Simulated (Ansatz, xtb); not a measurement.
# Two isomers of C4H5PS

Structure X: `CC1=CP=CS1`, a singlet. Structure Y: `CC1=CSC=P1`, a singlet. Both are isolated molecules in the gas phase, relaxed with PBE-D3(BJ)/def2-SVP.

Quicker runs give these differences E(Y) − E(X): GFN2-xTB +3.58 kJ/mol; HF/STO-3G +4.27 kJ/mol (at GFN2-xTB geometries); r2SCAN-D4/def2-SVP +4.97 kJ/mol (at GFN2-xTB geometries).

Estimate E(Y) − E(X) at the level CCSD(T)/def2-SVP + ΔMP2/def2-TZVPP.

Calculated at CCSD(T)/def2-SVP + ΔMP2/def2-TZVPP: E(Y) − E(X) = +4.44 kJ/mol, so structure X lies lower.

The same difference at several levels:

```csv
level,geometry,E(Y) − E(X) (kJ/mol),departure from the last row (kJ/mol),"job, with rough time for the two"
GFN2-xTB,GFN2-xTB,+3.58,−0.86,"optimisation, 0.3 s"
HF/STO-3G,GFN2-xTB,+4.27,−0.17,"single point, 0.94 s"
r2SCAN-D4/def2-SVP,GFN2-xTB,+4.97,+0.53,"single point, 5.9 s"
PBE-D3(BJ)/def2-SVP,PBE-D3(BJ)/def2-SVP,+4.52,+0.08,"optimisation, 26 s"
HF/def2-SVP,PBE-D3(BJ)/def2-SVP,+5.46,+1.02,part of the CCSD(T) run
MP2/def2-SVP,PBE-D3(BJ)/def2-SVP,+4.58,+0.14,part of the CCSD(T) run
CCSD(T)/def2-SVP,PBE-D3(BJ)/def2-SVP,+4.45,+0.01,single point
CCSD(T)/def2-SVP + ΔMP2/def2-TZVPP,PBE-D3(BJ)/def2-SVP,+4.44,,"single point, 59 s"
```

As drawn, both hold the same kinds of bond in the same numbers.

The levels shown agree on the order. The largest departure from CCSD(T)/def2-SVP + ΔMP2/def2-TZVPP is that of HF/def2-SVP, 1.02 kJ/mol. The last row adds to CCSD(T) the change of the MP2 difference between the two basis sets, here −0.01 kJ/mol.

With thermal terms from frequencies at re-optimised GFN2-xTB minima (ideal gas, soft modes damped towards free rotors, one conformer each, 298.15 K, 1 atm): the zero-point term adds −0.05 kJ/mol; ΔH is +4.49 and ΔG +4.24 kJ/mol.

The correlated steps freeze 14 core orbitals. Run with Ansatz 0.2.0, xtb 6.7.1; the last row on 2 threads of Intel(R) Xeon(R) Processor @ 2.70GHz on a shared host.

Both isomers are methyl-substituted 1,3-thiaphospholes with the same conjugated ring. The methyl group sits on the carbon next to sulfur in X and on the carbon next to phosphorus in Y, so the +4.44 kJ/mol is a positional substituent effect, not a difference in ring bonding or aromaticity type. Phosphorus is more electropositive than carbon and leaves its ring neighbours relatively electron-rich. A donor methyl group probably gains less there than on the carbon bonded to sulfur, although the energies alone cannot separate this from small steric contributions.

Correlation trims the preference modestly, from +5.46 kJ/mol in HF/def2-SVP to +4.45 kJ/mol in CCSD(T) with the same basis. The closer agreement of HF/STO-3G therefore probably reflects cancellation between basis-set and correlation errors. The free-energy difference is small enough that a hypothetical equilibrium mixture would contain appreciable amounts of both isomers. Interconversion, however, would require moving the methyl group or rearranging the ring skeleton, so the isomer ratio in a real sample would normally be set by the synthetic route.
